A k mesh replaces the average over all electron wavevectors in a crystal by a sum over a grid; n×n×n means n divisions along each reciprocal axis. In YScO₂ with fixed atoms, every change down the table therefore comes from this grid alone. The reference for all errors is the 18×18×18 mesh.

YScO₂ (R-3m, 4-atom cell, fixed atoms) was computed with Ansatz 0.2.0 using r2SCAN, PAW, a 500 eV plane-wave cutoff, Γ-centred k meshes, 0.01 eV Gaussian smearing and no spin polarisation. The reference mesh is 18×18×18. Energies are for zero smearing, pressure is positive in compression and corrected for the finite cutoff, and force changes are the largest over atoms and axes.

```tsv
k mesh	energy less reference (meV per atom)	pressure less reference (GPa)	largest force change (eV/Å)	pressure (GPa)
3x3x3	14.765	0.201	0.032	-2.418
6x6x6	-2.105	-0.060	0.001	-2.679
9x9x9	-0.522	0.000	0.002	-2.619
12x12x12	0.265	0.009	0.000	-2.610
15x15x15	0.195	-0.003	0.000	-2.622
```

**1. Which quantity settles first?**

With tolerances of 0.01 eV/Å and 1 meV per atom, the force settles before the energy. At 3×3×3 it is wrong by 0.032 eV/Å, nearly half of the reference force, but from 6×6×6 on it stays within 0.002 eV/Å. The energy needs 9×9×9 to come within 1 meV per atom.

Theory gives a reason why the two can differ. A force is the slope of the energy as an atom moves, so the part of the sampling error that is the same for all atomic positions drops out. The energy itself keeps that part in full.

**2. Why does the energy fall below the reference and then rise above it?**

A grid can catch too many low-lying levels or too many high-lying ones. The variational principle keeps the energy from falling too low when the wavefunctions are poor, but it gives no such protection against a poor mesh. Here 3×3×3 lies far too high, 6×6×6 and 9×9×9 lie too low, and the two densest rows lie slightly high again. A total energy that drops on changing the mesh is therefore not better merely because it is lower.

**3. Is this an insulator or a metal?**

The answer depends on the mesh. The output printed after this text shows a gap of 0.32 eV at 3×3×3, which shrinks to 0.07 eV at 9×9×9. At 12×12×12 the bands overlap, at 15×15×15 a gap of 2 meV returns, and the reference mesh again shows an overlap, of about 0.06 eV.

The geometry of the grids explains this. A grid finds the highest filled and lowest empty levels only among the points it contains, so for given bands it can overestimate the gap but never underestimate it. The 12×12×12 mesh contains all points of the 6×6×6 mesh and can only improve on it. The 15×15×15 mesh skips most points of the 12×12×12 mesh and can miss the overlap again.

At this level of theory and in this unrelaxed cell, the compound is thus a semimetal, and the gaps are sampling artefacts. Whether a real crystal of this composition and structure would be one remains open: semilocal functionals tend to make gaps too small, and spin polarisation was switched off.

**4. The pressure error at 9×9×9 is 0.000 GPa. Is the stress converged there?**

No, the zero is a cancellation. Pressure is the mean of three normal stresses, two in the layers and one across them. At 9×9×9 each in-plane stress is off by −0.048 GPa and the axial one by +0.096 GPa, so the mean error is (−0.048 − 0.048 + 0.096)/3 = 0.

The same happens on a larger scale at 3×3×3. There the pressure is wrong by only 8% of its reference value, but the axial stress is wrong by 36% of its own. A relaxation of the cell shape on that mesh would start from badly wrong stresses, although the pressure looks tolerable. In a layered crystal, convergence should be judged on the separate stress components.

**5. How fast should the energy error shrink?**

That depends on how smoothly the energy to be averaged varies with k. An n×n×n mesh averages slow variations correctly and fails only for ripples that repeat in step with the grid. If every band is either full or empty, the summed band energy is smooth, and such ripples die out exponentially as n grows.

In a metal or semimetal, filling stops at a Fermi surface. Measured from the Fermi level, the energy of the occupied states runs to zero there and then stays at zero, which makes a kink. For a sharp step at a curved surface in three dimensions, the fine ripples weaken as 1/n²; a kink is one degree smoother, which gives 1/n³. Doubling the mesh should then cut the error about eightfold on average, with scatter because the ripples also change sign.

With its one constant fitted to the energy errors of all five rows, this law gives the size of the error as about 461/n³ meV per atom. For 15×15×15 that gives 461/3375 ≈ 0.14, against 0.195 in the table. This row was part of the fit and is its worst. The law presumes a mesh dense enough to resolve the Fermi surface, yet not so dense that the smearing of 0.01 eV rounds off the kink. Its success on the coarse meshes, which do not yet see the overlap, may therefore be accidental.

**6. What would change if copper took the place of scandium?**

By formal charges, Y³⁺ and two O²⁻ leave scandium as Sc⁺, with two valence electrons in bands that are not cleanly separated from the empty ones. Monovalent copper has a closed d shell, and CuYO₂ is a semiconductor. With a true gap there is no Fermi surface and no kink, so the energy error should fall exponentially. A mesh that suffices for the copper compound is therefore no guide to the scandium one.

**7. Which digits of the energy can be trusted?**

As far as the mesh is concerned, the energy is good to within 1 meV per atom from 9×9×9 on, but a tenth of that is not secured in any row. Errors from the cutoff and the functional are not tested here. The two densest rows differ from each other by only 0.07 meV per atom, yet both lie 0.2 to 0.3 above the reference. The reference has a sampling error of its own, so part of that distance may belong to it.

This also decides how much the decay law can claim. Against the 18×18×18 reference, 1/n³ describes the errors better than an exponential does, although the exponential has one more constant to adjust. If 15×15×15 serves as the reference instead, the exponential describes the remaining four rows better. The physics of a semimetal argues for 1/n³ on dense meshes, but these energies cannot confirm it.

A 24×24×24 mesh would be a useful next step. It contains every point of the 12×12×12 mesh, so it cannot lose the band overlap found there, and it would give a better estimate of how much of the last 0.2 meV per atom belongs to the reference.

Output of the analysis:

```
State and hidden errors:
       row  gap by band count eV  in-plane stress error GPa  axial stress error GPa  energy less 15x15x15 meV per atom
     3x3x3                0.3242                     0.8266                   -1.05                              14.57
     6x6x6                0.2435                    -0.1043                 0.02784                               -2.3
     9x9x9               0.06672                   -0.04804                 0.09576                             -0.717
  12x12x12              -0.04861                   0.003051                 0.02234                               0.07
  15x15x15              0.002151                   0.008886                 -0.0267                                  0
fit of lg + 3*log(nk) on 5 rows: constant 6.133 +/- 0.096; rms 0.192, worst 15x15x15 -0.356, leave-one-out rms 0.24
fit of lg on 5 rows: constant 3.183 +/- 0.65, coefficient of nk -0.3575 +/- 0.065; rms 0.479, worst 9x9x9 0.615, leave-one-out rms 0.984
rms misfit in ln of the inverse cube law, reference 15x15x15: 0.5951
rms misfit in ln of the exponential law, reference 15x15x15: 0.2384
energy error of the 18x18x18 mesh if the inverse cube law held, meV per atom: 0.07902
factor by which the energy error shrinks from 3x3x3 to 6x6x6: 7.014
energy of 12x12x12 less 15x15x15, meV per atom: 0.07
force error at 3x3x3 in percent of the reference force: 45.53
pressure error at 3x3x3 in percent of the reference pressure: 7.674
axial stress error at 3x3x3 in percent of the reference axial stress: 36.36
smearing entropy term at 12x12x12, meV per atom: 0.02226
band overlap of the reference mesh, eV: 0.05609
```
